## Charge along a Ge–O–B–Br chain

The molecule is a short chain, germanium–oxygen–boron–bromine, with two hydrogen atoms on germanium and one on boron. It has one unpaired electron, most of which sits on germanium. The Hirshfeld charge in the table is found by dividing the electron density at each point among the atoms, in proportion to what the free neutral atoms would have there. A positive value means that the atom has lost electron density. The computed element names the atom in each row.

Hirshfeld charges of the neutral doublet radical H₂Ge–O–BHBr in the gas phase, computed with PySCF 2.14.0 at the M06-2X/def2-SVP level. The calculation is a single point on a GFN2-xTB geometry.

| row | hirshfeld charge (e) | computed element |
| --- | --- | --- |
| 1 | 0.410 | Ge |
| 2 | -0.257 | O |
| 3 | 0.163 | B |
| 4 | -0.113 | Br |
| 5 | -0.067 | H |
| 6 | -0.067 | H |
| 7 | -0.068 | H |

### Which atoms are positive, and why do the signs alternate?

Germanium and boron are positive, while oxygen, bromine and the three hydrogens are negative. Each bond shifts density towards the more electronegative partner. Oxygen draws on both its neighbours, and bromine draws on boron. The signs alternate along the chain because electron-poor and electron-rich elements alternate in it. Hydrogen is slightly more electronegative than germanium and boron, which explains its small negative charge.

### Which digits can be trusted?

The seven charges of this neutral molecule add up to 0.001 e, which is the size of their rounding. The hydrogen on boron differs from those on germanium by the same amount, so the three have no order. The gap between germanium and boron, 0.247 e, is far larger and calls for an explanation. The third decimal describes this one calculation at best, since a different functional, basis or geometry may shift the charges by more than that.

### Which side of the oxygen supplies its charge?

The chain can be cut at the oxygen and the charges on either side added up. The GeH₂ group carries +0.276 e, which balances the −0.257 e on oxygen almost completely. The HBBr group is nearly neutral, at −0.018 e. If charge is counted as passing only along bonds, a good quarter of an electron has crossed the Ge–O bond, and next to nothing, on balance, has crossed the B–O bond.

This is surprising, because germanium and boron have nearly the same electronegativity. A picture based on electronegativity alone would have oxygen draw equally on both. It would also make boron the more positive of the two, since boron loses density to bromine as well.

### Why does boron lose so little?

A small net transfer can be the difference between two larger ones. Boron forms three bonds in a plane and has an empty p orbital perpendicular to it. Oxygen pulls density out of boron through the σ bond, but its lone pair can flow back into that empty orbital. This is π donation, and bromine can do the same more weakly.

The bond orders from the same calculation support this picture. They count roughly how many electron pairs two atoms share: 1.51 for B–O and 1.14 for B–Br, against only 0.80 for Ge–O. Boron therefore shares more than a single bond's worth of electrons with oxygen, and germanium does not. The bond orders do not separate σ from π sharing, however. That the π return causes the low charge on boron is an argument from bonding theory, which these numbers support but do not prove.

### Does a simple count reproduce the charges?

In the simplest count, every bond shifts charge in proportion to the difference in electronegativity. Fitted with one constant to all seven atoms, it gives boron 0.28 e and germanium 0.19 e, which is the wrong order. A second term adds the π return, taken as proportional to the bond order in excess of one. For boron, with rough electronegativities of 2.0 for boron, 3.4 for oxygen, 3.0 for bromine and 2.2 for hydrogen, the steps are:

- pull of the three neighbours: 1.4 + 1.0 + 0.2 = 2.6
- excess bond order: 0.509 + 0.142 = 0.651
- charge: 0.224 × 2.6 − 0.679 × 0.651 ≈ 0.14 e

The calculation gives 0.163 e, and boron was itself part of the fit. The second term lowers the typical error over the seven atoms from 0.10 to 0.02 e and puts germanium ahead of boron. The hydrogens still come out about a third too weakly negative. Two constants for only five distinct kinds of atom make this a test of consistency, and neither constant measures a σ or π transfer by itself. The full fits are in the printed output below.

### What would change if fluorine replaced bromine?

Fluorine is more electronegative than bromine, so it would pull more density out of boron through the σ bond. How much it would return is harder to say: its compact lone pairs overlap well with boron's empty p orbital, but they are also held more tightly than those of bromine. The positive charge on boron should therefore grow, but by an amount that the electronegativities alone do not fix. This is an expectation from the mechanism, not a computed result. The same reasoning applies to any neighbour of boron that has a lone pair: its pull and its return have to be weighed together.

### Would germanium stay ahead of boron if the density were divided differently?

Not necessarily. The Hirshfeld scheme compares each atom with a neutral one and tends to give small charges. Schemes that draw a boundary where the density between two atoms is lowest usually assign much of the B–O bond to oxygen, and so give boron a far larger positive charge. The order of germanium and boron could then reverse, although the density itself would be the same.

The π return may also not be the only reason for the order found here. The Hirshfeld scheme shares out the overlapping density in the short B–O bond, which may by itself lower the charge on boron. The unpaired electron may affect the charge on germanium. The geometry also matters: it comes from the approximate method GFN2-xTB, and a longer B–O bond would weaken the π overlap. A single molecule does not separate these influences.

### How much of the molecule's polarity do the charges hold?

Placed as points at the nuclei, the charges give a dipole moment of 3.36 debye, about 90% of the computed 3.76 debye. The difference comes from the distortion of the density within each atom, such as a lone pair leaning to one side, which a single number per atom leaves out. The charges thus describe the overall polarity well, but not the finer detail: at one minimum of the surface potential near bromine, they give only about three fifths of the computed value. They are not oxidation states: the +0.41 e on germanium is a share of a continuous density, not a count of electrons given away.

Numerical output:

```
Charge of Ge less charge of B (e): 0.247
Charge of the GeH2 group (e): 0.276
Charge of the HBBr group (e): -0.018
Sum of all charges (e): 0.001
fit of q on 7 rows: coefficient of pull 0.1073 +/- 0.025; rms 0.0991, worst 1 -0.217, leave-one-out rms 0.127
fit of q on 7 rows: coefficient of pull 0.2241 +/- 0.012, coefficient of ret 0.6794 +/- 0.064; rms 0.0204, worst 2 -0.0248, leave-one-out rms 0.0368
Charges (e):
  row  computed  bonds_only  with_pi_return
    1      0.41      0.1932          0.4034
    2    -0.257     -0.3005         -0.2818
    3     0.163       0.279          0.1405
    4    -0.113     -0.1073         -0.1277
    5    -0.067    -0.02146        -0.04483
    6    -0.067    -0.02146        -0.04483
    7    -0.068    -0.02146        -0.04483
Length-weighted bond pull, B over Ge (ratio): 1.259
Dipole from point charges (debye): 3.364
Dipole from point charges, percent of computed dipole: 89.55
Dipole left to distortion within atoms, vector length (debye): 0.481
Sum of positive charges, percent of electrons displaced: 35.28
Point-charge potential there, part of O (V): -1.337
Point-charge potential there, part of Br (V): -0.7214
Point-charge potential there, all atoms (V): -0.4797
```
